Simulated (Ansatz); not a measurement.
# Ce: the change of energy above lowest point with volume scale

Free energy against uniform scaling of the volume at fixed shape and fractions; periodic cell, basis, potentials, k mesh and filling as listed. The results are calculated, by Ansatz 0.2.0.

The cell before it is scaled or strained (space group Im-3m, No. 229):
```
cell vectors (Å)
  -1.9433     1.9433     1.9433
   1.9433    -1.9433     1.9433
   1.9433     1.9433    -1.9433
atoms (fractions of the cell vectors)
Ce  0.00000  0.00000  0.00000
```

Settings of every row: functional r2SCAN; dispersion none; potentials PAW; wave cutoff 500 eV; density cutoff 2000 eV; k mesh 10x10x10; k shift 0x0x0; occupations gaussian; smearing width 0.05 eV; spin collinear.

Limits: a known weakness of the program can leave such a cell on a higher state; coarse k mesh, up to 40 meV an atom off; state may not be the lowest; the cell comes from a prototype or a list of computed structures and needn't be the stable phase.

```csv
row,volume scale,V (Å³/atom),energy above lowest point (meV/atom)
1,0.92,27.006,29.6
2,0.9467,27.79,20.8
3,0.9733,28.571,?
4,1,29.355,4.7
5,1.0267,30.139,0.8
6,1.0533,30.919,0
7,1.08,31.703,1.9
```

Question: what energy above lowest point should row 3 give?

Worked fit of energy above lowest point. Take u = (V_r/V)^(2/3) − 1 with V_r = 29.747 Å³ an atom, which is twice the finite (Eulerian) strain; such expansions in the strain, on which the Birch-Murnaghan equation of state is built, carry the rest volume and the bulk modulus. The shown rows have u = 0.06657, 0.04641, 0.00888, -0.00869, -0.02543, -0.04157. Least squares give energy above lowest point = 2.57 + 246.2 × u + 4404 × u² − 29662 × u³ meV/atom; a parabola predicts inner rows, each left out in turn, worse (root mean square 1.6 against 0.81 meV/atom). The rows lie off it by -0.1, 0.3, -0.4, 0.0, 0.4, -0.2. The withheld row has u = 0.02726, so the fit gives 2.57 + 246.2 × (0.02726) + 4404 × (0.02726)² − 29662 × (0.02726)³ = 12.0 meV/atom.

The calculation gave 11.3 meV/atom. The fit lies 0.7 meV/atom (6.2 % of the value, 2.4 % of the column's range) above it; its largest miss of a shown row is 0.4 meV/atom.
